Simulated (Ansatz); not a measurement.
# A series in volume scale on Cu

Results calculated with Ansatz 0.2.0, not measured. Periodic Kohn-Sham DFT of a crystal at fixed atoms, scaled to volume_scale times the given cell; pressure positive in compression, energy less spherical unpolarised free atoms, largest_vzz the field gradient of largest size among the nuclei.

The cell before it is scaled or strained (space group Fm-3m, No. 225):
```
CELL_PARAMETERS angstrom
0.00000 1.80750 1.80750
1.80750 0.00000 1.80750
1.80750 1.80750 0.00000
ATOMIC_POSITIONS crystal
Cu 0.00000 0.00000 0.00000
```

Settings of every row: method all-electron PAW; functional PBEsol; relativity scalar; k mesh 17x17x17; filling fermi-dirac; smearing width 0.03 eV; nucleus gaussian.

Atom start moment: 0 on all atoms.

```
row  volume scale  V (Å³/atom)  pressure (GPa)
  1          0.94       11.102           3.155
  2          0.96       11.338          -0.559
  3          0.98       11.574          -3.818
  4          0.99       11.692          -5.299
  5             1        11.81           -6.69
  6          1.01       11.929          -7.996
  7          1.02       12.047          -9.221
  8          1.04       12.283         -11.444
  9          1.06       12.519               ?
```

Question: what pressure should row 9 give?

Worked fit of pressure. Take u = (V_r/V)^(2/3) − 1 with V_r = 11.751 Å³ an atom, which is twice the finite (Eulerian) strain; such expansions in the strain, on which the Birch-Murnaghan equation of state is built, carry the rest volume and the bulk modulus. The shown rows have u = 0.0386, 0.02414, 0.01017, 0.00336, -0.00333, -0.00997, -0.01645, -0.02909. Least squares give pressure = −6.0041 + 207.23 × u + 731.14 × u² + 1227 × u³ GPa; a parabola predicts inner rows, each left out in turn, worse (root mean square 0.012 against 0.003 GPa). The rows lie off it by 0.000, -0.001, 0.002, 0.001, -0.004, 0.003, 0.000, 0.000. The pressure vanishes at u = 0.0264, or V = 11.3 Å³ an atom, and there the bulk modulus at fixed shape and fractions is B = −V dP/dV = (2/3)(1 + u) dP/du = 170 GPa. The withheld row has u = -0.04133, so the fit gives −6.0041 + 207.23 × (-0.04133) + 731.14 × (-0.04133)² + 1227 × (-0.04133)³ = -13.407 GPa.

The calculation gave -13.396 GPa. The fit lies 0.011 GPa (0.066 % of the column's range) below it; its largest miss of a shown row is 0.004 GPa. This row lies beyond the range of the fit.
